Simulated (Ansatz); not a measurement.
Ge: the change of energy above lowest point with volume scale

Free energy against uniform scaling of the volume at fixed shape and fractions; periodic cell, basis, potentials, k mesh and filling as listed. The results are calculated, by Ansatz 0.2.0.

The cell before it is scaled or strained (space group Fd-3m, No. 227):
```
Ge
1.0
      0.0000     2.8289     2.8289
      2.8289     0.0000     2.8289
      2.8289     2.8289     0.0000
Ge
2
Direct
  0.00000 0.00000 0.00000
  0.25000 0.25000 0.25000
```

Settings of every row: functional PBE; dispersion D3(BJ); potentials PAW; wave cutoff 470 eV; density cutoff 1880 eV; k mesh 6x6x6; k shift 0x0x0; occupations fixed; smearing width 0 eV; spin none.

Limits: bands overlap under fixed occupations; coarse k mesh, up to 40 meV an atom off.

| row | volume scale | V (Å³/atom) | energy above lowest point (meV/atom) |
| --- | --- | --- | --- |
| 1 | 0.92 | 20.828 | 55.7 |
| 2 | 0.9467 | 21.432 | 28.5 |
| 3 | 0.9733 | 22.034 | ? |
| 4 | 1 | 22.639 | 2.5 |
| 5 | 1.0267 | 23.243 | 0 |
| 6 | 1.0533 | 23.845 | 3.6 |

Question: what energy above lowest point should row 3 give?

Worked fit of energy above lowest point. Take u = (V_r/V)^(2/3) − 1 with V_r = 22.639 Å³ an atom, which is twice the finite (Eulerian) strain; such expansions in the strain, on which the Birch-Murnaghan equation of state is built, carry the rest volume and the bulk modulus. The shown rows have u = 0.05716, 0.0372, 0, -0.0174, -0.03401. Least squares give energy above lowest point = 2.24 + 319.7 × u + 10701 × u² meV/atom; a straight line predicts inner rows, each left out in turn, worse (root mean square 9.8 against 0.57 meV/atom). The rows lie off it by 0.2, -0.4, 0.3, 0.1, -0.1. Its lowest point lies at u = -0.0149, or V = 23.16 Å³ an atom, and the curvature there gives the bulk modulus at fixed shape and fractions, B = (4/9)(1 + u)² E″(u)/V = 63.9 GPa. The withheld row has u = 0.01822, so the fit gives 2.24 + 319.7 × (0.01822) + 10701 × (0.01822)² = 11.6 meV/atom.

The calculation gave 11.3 meV/atom. The fit lies 0.3 meV/atom (2.7 % of the value, 0.54 % of the column's range) above it; its largest miss of a shown row is 0.4 meV/atom.
